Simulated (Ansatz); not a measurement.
# Fe: pressure against volume per atom

All results are calculated (Ansatz 0.2 development). All-electron LAPW DFT of a crystal on the k mesh given, cartesian forces, stress positive in compression, open shells may miss their lowest state, collinear spin from typed starts, lowest end of the runs made.

Cell of the first row (space group Im-3m, No. 229):
```
cell vectors (Å)
  -1.3866     1.3866     1.3866
   1.3866    -1.3866     1.3866
   1.3866     1.3866    -1.3866
atoms (fractions of the cell vectors)
Fe  0.00000  0.00000  0.00000
```

Settings of every row: k mesh 16x16x16; k shift 0x0x0; occupations Fermi-Dirac; smearing width 0.061225619 eV; functional PBE; relativity scalar, some core shells by Dirac; nucleus point; basis error target 0.025 meV/atom; hardware server CPU, model not recorded, shared host; command ansatz run INPUT --backend cpu --pin off --threads 1.

Atom:
```
element  start moment (Bohr magneton)
     Fe                           2.5
```

Limits: with one magnetic atom in the cell only parallel moments are possible.

```
row  volume per atom (Å³)  pressure (GPa)  total spin moment (Bohr magneton per cell)  absolute spin moment (Bohr magneton per cell)
  1                10.664           13.45                                        2.04                                           2.13
  2                11.004            5.97                                        2.09                                            2.2
  3                11.345               ?                                           ?                                              ?
  4                11.685           -4.95                                        2.23                                           2.35
  5                12.025           -9.44                                        2.27                                            2.4
```

Question: what pressure should row 3 give?

Worked fit of pressure. Take u = (V_r/V)^(2/3) − 1 with V_r = 11.345 Å³ an atom, which is twice the finite (Eulerian) strain; such expansions in the strain, on which the Birch-Murnaghan equation of state is built, carry the rest volume and the bulk modulus. The shown rows have u = 0.04213, 0.02055, -0.01949, -0.03806. Least squares give pressure = −0.007 + 279.78 × u + 900.3 × u² GPa; a straight line predicts inner rows, each left out in turn, worse (root mean square 0.88 against 0.4 GPa). The rows lie off it by 0.07, -0.15, 0.17, -0.09 (root mean square 0.13 GPa). The withheld row has u = 0, so the fit gives −0.007 + 279.78 × (0) + 900.3 × (0)² = -0.01 GPa.

The calculation gave -0.03 GPa. The fit lies 0.02 GPa (67 % of the value, 0.087 % of the column's range) above it; its largest miss of a shown row is 0.17 GPa.

The other values of row 3: total spin moment 2.16 Bohr magneton per cell; absolute spin moment 2.27 Bohr magneton per cell.
